**Ionisation energy of In²⁺ under six functionals**

The table holds the 5s ionisation energy (difference of total energies), the 5s eigenvalue and the 5s mean radius of In²⁺ from spin-unpolarised Dirac Kohn-Sham runs with Quantum ESPRESSO ld1.x, beside the NIST value. The program lists errors and steps between functionals, and tests three one-parameter forms for the gap between −ε and the ionisation energy, a first-order split into exchange and correlation, and a power law in the radius. A constant gap of 4.64 eV fits the six rows best (rms 0.04 eV), and is a little below half the 5s self-repulsion integral of the PBE x-only run. The split, which takes the Xalpha step as input, gives roughly 7 eV from exchange and 1 eV from correlation, and so reads the overbinding of Xalpha 1.0 as mainly extra exchange. Three rows lie within 0.5 eV of NIST and none within 0.1 eV, and the neglect of spin polarisation, estimated only in order of magnitude, prevents a clean ranking.

All-electron Dirac Kohn-Sham calculations on In²⁺ ([Kr] 4d¹⁰ 5s¹) with Quantum ESPRESSO ld1.x 7.5, spin-unpolarised, with spherical densities and a point nucleus. The ionisation energy (IE) is the total energy of In³⁺ less that of In²⁺; the highest occupied level, with eigenvalue ε, is 5s1/2 of In²⁺.

## The fit in Python

```python
# Table: 5s ionisation energy of In2+ (total-energy difference), -eps(5s) and <r>(5s) from Quantum ESPRESSO
# ld1.x, Dirac Kohn-Sham, spin-unpolarised, six functionals, against NIST. Tested: steps between functionals,
# the gap IE+eps (Janak), a first-order exchange/correlation split, and a power law of IE in the radius.
T = {
    'functional': ['LDA-HL', 'PBE x-only', 'PW86-PBEc', 'LDA-VWN5', 'Xalpha 1.0', 'B86b-PBEc'],
    'ionisation_energy': [28.8267, 27.7051, 28.4707, 28.737, 31.0021, 28.338],  # eV
    'minus_highest_eigenvalue': [24.21, 22.974, 23.839, 24.12, 26.377, 23.703],  # eV
    'highest_level_mean_radius': [2.3221, 2.3726, 2.3399, 2.3218, 2.215, 2.3383],  # bohr
    'nist': [28.04415, 28.04415, 28.04415, 28.04415, 28.04415, 28.04415],  # eV
    'nist_kind': ['measured', 'measured', 'measured', 'measured', 'measured', 'measured'],
    'nist_unc': [0.00012, 0.00012, 0.00012, 0.00012, 0.00012, 0.00012],  # eV
    'error': [0.783, -0.339, 0.427, 0.693, 2.96, 0.294],  # eV
    'eig_over_ie': [0.84, 0.829, 0.837, 0.839, 0.851, 0.836],
}
import numpy as np
from scipy import constants as C
Ha = C.physical_constants['Hartree energy in eV'][0]
kcal = C.calorie*1000/C.N_A/C.e
f = T['functional']
IE, ep, r, ref, err = (np.array(T[k], float) for k in
    ['ionisation_energy', 'minus_highest_eigenvalue', 'highest_level_mean_radius', 'nist', 'error'])
ix = {k: i for i, k in enumerate(f)}
gap = IE - ep
print("functional    IE-NIST[eV]    [%]  -eps-NIST[eV]  gap IE+eps[eV]  gap*<r>[eV bohr]")
for i, k in enumerate(f):
    print(f"{k:12s} {IE[i]-ref[i]:+10.3f} {100*(IE[i]/ref[i]-1):+8.2f} {ep[i]-ref[i]:+11.3f} {gap[i]:14.3f} {gap[i]*r[i]:14.2f}")
print(f"rounding: IE 0.00005 eV, eps 0.0005 eV; NIST uncertainty {T['nist_unc'][0]:.5f} eV")
print(f"stated GGA fault per total: {0.2e-3*Ha:.3f} to {0.9e-3*Ha:.3f} eV; (Z alpha)^2 = {(49*C.alpha)**2:.3f}")
for t in (0.5, 0.1, kcal):
    print(f"rows with IE within {t:.3f} eV of NIST: {int((abs(err) < t).sum())} of {len(f)}")
n5 = np.array([k != 'Xalpha 1.0' for k in f])
print(f"spread of IE: all rows {np.ptp(IE):.3f} eV, without Xalpha {np.ptp(IE[n5]):.3f} eV")
print("steps, first less second: IE[eV], -eps[eV], <r>[bohr]")
for a, b, w in [('LDA-HL', 'LDA-VWN5', 'correlation only'), ('PW86-PBEc', 'B86b-PBEc', 'exchange only'),
                ('LDA-VWN5', 'PW86-PBEc', 'both parts'), ('LDA-VWN5', 'B86b-PBEc', 'both parts'),
                ('B86b-PBEc', 'PBE x-only', 'both parts'), ('LDA-VWN5', 'PBE x-only', 'both parts'),
                ('Xalpha 1.0', 'LDA-VWN5', 'both parts'), ('Xalpha 1.0', 'PBE x-only', 'alpha and gradient')]:
    i, j = ix[a], ix[b]
    print(f"  {a} less {b} ({w}): {IE[i]-IE[j]:+.3f}, {ep[i]-ep[j]:+.3f}, {r[i]-r[j]:+.4f}")
print(f"gap: {gap.min():.3f} to {gap.max():.3f} eV; -eps/IE: {(ep/IE).min():.3f} to {(ep/IE).max():.3f}")
print("IE predicted from -eps, one parameter each; residuals IE less model in row order [eV]")
rms = {}
for name, unit, x, y in [('constant gap', 'eV', np.ones_like(r), gap), ('gap = a/<r>', 'eV bohr', 1/r, gap),
                         ('IE = b*(-eps)', 'ratio', ep, IE)]:
    p = x@y/(x@x); res = y - p*x; rms[name] = np.sqrt(np.mean(res**2))
    print(f"  {name}: parameter {p:.3f} ({unit}), rms {rms[name]:.3f}, worst {f[np.argmax(abs(res))]}")
    print("     " + " ".join(f"{v:+.3f}" for v in res))
F0 = 10.33247  # eV, Slater integral F0(5s,5s) of the PBE x-only run (further output)
g = gap[ix['PBE x-only']]
print(f"PBE x-only: F0(5s,5s)/2 = {F0/2:.3f} eV, gap = {g:.3f} eV, gap/(F0/2) = {g/(F0/2):.3f}")
kx = 0.75*(3/np.pi)**(1/3)*np.pi**(-1/3)*(27/64)/(5/16)  # unpolarised LDA exchange over F0/2, 1s shape
X = kx*F0/2
print(f"crude isolated orbital (1s shape, no core, no correlation): gap F0/2 - X/3 = {F0/2-X/3:.1f} eV")
print(f"  same picture, exchange gain from spin (2^(1/3)-1)X = {(2**(1/3)-1)*X:.1f} eV, order of magnitude only")
dxc = (-153.9105 + 154.2085)*Ha  # Exc(In3+) - Exc(In2+), LDA-VWN5 runs (further outputs, hartree)
iv, ia = ix['LDA-VWN5'], ix['Xalpha 1.0']
d = IE[ia] - IE[iv]
print(f"LDA-VWN5: Exc(In3+) - Exc(In2+) = x + c = {dxc:.2f} eV; Xalpha less LDA-VWN5 = {d:.3f} eV")
for lab, s in [('first order', 0.5), ('x growing as 1/<r>', 0.25*(1 + r[iv]/r[ia]))]:
    x = (dxc + d)/(1 + s); c = dxc - x
    print(f"  {lab}: x = {x:.1f} eV, c = {c:.1f} eV, extra exchange at alpha 1 = {s*x:.1f} eV")
    print(f"     implied exchange-only LDA IE {IE[iv]-c:.1f} eV, less PBE x-only {IE[iv]-c-IE[ix['PBE x-only']]:+.1f} eV")
m, b = np.polyfit(np.log(r), np.log(IE), 1)
m5, b5 = np.polyfit(np.log(r[n5]), np.log(IE[n5]), 1)
print(f"IE ~ <r>^m: m = {m:.2f} (hydrogenic limits -1 and -2); residuals in row order [eV]")
print("     " + " ".join(f"{v:+.3f}" for v in IE - np.exp(b)*r**m))
print(f"  leverage check without Xalpha: m = {m5:.2f}, Xalpha residual {IE[ia]-np.exp(b5)*r[ia]**m5:+.3f} eV")
assert [k for k, e in zip(f, err) if e < 0] == ['PBE x-only']
assert 0 < gap.min() and gap.max() < 0.55*F0 and np.ptp(gap) < 0.1*np.ptp(IE)
assert min(rms, key=rms.get) == 'constant gap'
assert -2 < m < -1
```

Printed output:

```
functional    IE-NIST[eV]    [%]  -eps-NIST[eV]  gap IE+eps[eV]  gap*<r>[eV bohr]
LDA-HL           +0.783    +2.79      -3.834          4.617          10.72
PBE x-only       -0.339    -1.21      -5.070          4.731          11.23
PW86-PBEc        +0.427    +1.52      -4.205          4.632          10.84
LDA-VWN5         +0.693    +2.47      -3.924          4.617          10.72
Xalpha 1.0       +2.958   +10.55      -1.667          4.625          10.24
B86b-PBEc        +0.294    +1.05      -4.341          4.635          10.84
rounding: IE 0.00005 eV, eps 0.0005 eV; NIST uncertainty 0.00012 eV
stated GGA fault per total: 0.005 to 0.024 eV; (Z alpha)^2 = 0.128
rows with IE within 0.500 eV of NIST: 3 of 6
rows with IE within 0.100 eV of NIST: 0 of 6
rows with IE within 0.043 eV of NIST: 0 of 6
spread of IE: all rows 3.297 eV, without Xalpha 1.122 eV
steps, first less second: IE[eV], -eps[eV], <r>[bohr]
  LDA-HL less LDA-VWN5 (correlation only): +0.090, +0.090, +0.0003
  PW86-PBEc less B86b-PBEc (exchange only): +0.133, +0.136, +0.0016
  LDA-VWN5 less PW86-PBEc (both parts): +0.266, +0.281, -0.0181
  LDA-VWN5 less B86b-PBEc (both parts): +0.399, +0.417, -0.0165
  B86b-PBEc less PBE x-only (both parts): +0.633, +0.729, -0.0343
  LDA-VWN5 less PBE x-only (both parts): +1.032, +1.146, -0.0508
  Xalpha 1.0 less LDA-VWN5 (both parts): +2.265, +2.257, -0.1068
  Xalpha 1.0 less PBE x-only (alpha and gradient): +3.297, +3.403, -0.1576
gap: 4.617 to 4.731 eV; -eps/IE: 0.829 to 0.851
IE predicted from -eps, one parameter each; residuals IE less model in row order [eV]
  constant gap: parameter 4.643 (eV), rms 0.040, worst PBE x-only
     -0.026 +0.088 -0.011 -0.026 -0.018 -0.008
  gap = a/<r>: parameter 10.752 (eV bohr), rms 0.126, worst Xalpha 1.0
     -0.014 +0.199 +0.037 -0.014 -0.229 +0.037
  IE = b*(-eps): parameter 1.191 (ratio), rms 0.226, worst Xalpha 1.0
     -0.018 +0.333 +0.068 -0.000 -0.424 +0.098
PBE x-only: F0(5s,5s)/2 = 5.166 eV, gap = 4.731 eV, gap/(F0/2) = 0.916
crude isolated orbital (1s shape, no core, no correlation): gap F0/2 - X/3 = 4.0 eV
  same picture, exchange gain from spin (2^(1/3)-1)X = 0.9 eV, order of magnitude only
LDA-VWN5: Exc(In3+) - Exc(In2+) = x + c = 8.11 eV; Xalpha less LDA-VWN5 = 2.265 eV
  first order: x = 6.9 eV, c = 1.2 eV, extra exchange at alpha 1 = 3.5 eV
     implied exchange-only LDA IE 27.5 eV, less PBE x-only -0.2 eV
  x growing as 1/<r>: x = 6.9 eV, c = 1.2 eV, extra exchange at alpha 1 = 3.5 eV
     implied exchange-only LDA IE 27.5 eV, less PBE x-only -0.2 eV
IE ~ <r>^m: m = -1.62 (hydrogenic limits -1 and -2); residuals in row order [eV]
     +0.085 -0.051 +0.083 -0.010 -0.025 -0.081
  leverage check without Xalpha: m = -1.76, Xalpha residual -0.266 eV
```
